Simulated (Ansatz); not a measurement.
# Correcting a cheap level on molecular compounds of Si

The vertical ionisation energy (cation less neutral) in eV of 8 molecular compounds of Si: x at wB97X-V/def2-TZVPP, y at CCSD(T)/def2-TZVPP. Shapes, held fixed at every level: PBE0-D4/def2-TZVP. Flexible molecules stand in one conformer, not always the lowest. Programs: Ansatz 0.2.0.

| molecule | x (eV) | y (eV) |
| --- | --- | --- |
| Si2H4SO (SMILES [SiH3]O[Si]S) | 9.03 | 9.01 |
| Si3NH6Br (SMILES [SiH3]N([SiH3])[Si]Br) | 9.17 | 9.12 |
| Si(SH)2 | 9.24 | 9.17 |
| Si(OH)(SH) | 9.38 | 9.37 |
| Si(NH2)Cl | 9.47 | 9.43 |
| Si(NH2)F | 9.70 | 9.69 |
| Si(OH)Br | 9.84 | ? |
| Si(OH)Cl | 10.05 | 10.02 |

Question: Fit y = c + s·x to the known rows and predict y for Si(OH)Br.

Answer: 
1. Means of the 7 rows: x = 9.4343, y = 9.401.
2. Σ(Δx)² = 0.72497, Σ(Δx·Δy) = 0.73786, so the slope is 0.73786/0.72497 = 1.0178.
3. Intercept: 9.401 − (1.0178) × 9.4343 = -0.201. The largest residual of the fit is 0.034.
4. Si(OH)Br: -0.201 + 1.0178 × 9.84 = 9.81 eV.

CCSD(T)/def2-TZVPP gives 9.81 eV, so the prediction is off by 0.00 eV: they agree to the digits shown. Uncorrected, wB97X-V/def2-TZVPP misses it by +0.03 eV, and the other rows by 0.03 on average. The line removes about 100 % of this miss. Left out in turn, the other rows are missed by 0.03 eV on average, hardly better than no correction. Cations run unrestricted. Relativity is left out for Br. Outer-core shells of Br are correlated, in sets that cover them unevenly.

All eight molecules are silylenes, and the electron removed probably comes mainly from the lone pair on divalent silicon, with some sulfur character possible where SH is attached. The matched pairs follow the electronegativity of the substituent: ionisation becomes harder from NH2 to OH beside Cl, from SH to OH beside SH, and from Cl to F beside NH2. Si(OH)Br fits this pattern, lying below Si(OH)Cl. Replacing the hydroxyl hydrogen of Si(OH)(SH) by silyl lowers the CCSD(T) value from 9.37 to 9.01 eV, which suggests that the larger, more polarisable group stabilises the cation.

wB97X-V reproduces the substituent shifts well and lies slightly above CCSD(T) in every row, perhaps because the ionised orbital is similar throughout. Part of that offset may reflect the slower basis-set convergence of the coupled-cluster values. The bromide's close match is consistent with a small, shared offset, but it can't distinguish that from a slope slightly different from unity, and it doesn't establish comparable accuracy against experiment.
